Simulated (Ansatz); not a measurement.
# Ga3Se and the effect of the functional

Space group Pm-3m (No. 221). a = 4.432 Å, b = 4.432 Å, c = 4.432 Å, α = 90.00°, β = 90.00°, γ = 90.00°
```
atom  site  symmetry       x       y       z
  Se    1a      m-3m  0.0000  0.0000  0.0000
  Ga    3c    4/mm.m  0.5000  0.5000  0.0000
```

The cell comes from a database or a generator and needn't be the stable form of this composition.

Kept alike: task projected density of states; k mesh 4 × 4 × 4; occupations fermi-dirac, width 0.05 eV; no spin polarisation. Program: Ansatz, Ansatz PAW. Cutoffs run from 420 to 500 eV. The mesh is that of the run's cell of 4 atoms. No spin-orbit coupling.

| functional | pressure (GPa) |
| --- | --- |
| BLYP | 4.72 |
| HSE06 | -0.86 |
| LDA | -4.56 |
| PBE | -0.15 |
| PBE0 | -0.83 |
| PBEsol | -3.18 |
| RPBE | 1.46 |
| r2SCAN | -1.23 |
| r2SCAN0 | -1.25 |
| revPBE | 1.01 |

Pressure is positive in compression, with a Pulay correction for the finite cutoff. For a metal such a mesh leaves the last digits unconverged. All rows use potentials made for PBE.

**Question.** What does the functional change here?

**Answer.** The pressure runs from -4.56 (LDA) to 4.72 GPa (BLYP). From PBE: BLYP +4.87; HSE06 -0.71; LDA -4.41; PBE0 -0.68; PBEsol -3.03; RPBE +1.61; r2SCAN -1.08; r2SCAN0 -1.10; revPBE +1.16. A positive pressure means that the functional's own cell is larger than the one given, a negative one that it is smaller.

The semilocal functionals follow the familiar order of binding strength: LDA favours the smallest cell, PBEsol a less contracted one, and PBE lies close to balance, while revPBE, RPBE and above all BLYP favour expansion. This probably reflects exchange gradient corrections that favour the more inhomogeneous density of a stretched lattice, with LYP correlation, which misses the uniform-gas limit, weakening cohesion further in BLYP. The odd electron count per cell implies a partly filled band in this spin-paired description, so that limit matters here.

Exact exchange has a modest effect: it moves PBE towards contraction but leaves r2SCAN almost unchanged. HSE06 and PBE0 nearly coincide, so the long-range part of exact exchange has little influence on the pressure at this volume.

The small PBE value of -0.15 GPa suggests that the cell was originally relaxed with PBE or a similar functional, and is no evidence that PBE is the most accurate. Without a compressibility, the pressures can't be turned into equilibrium lattice constants.
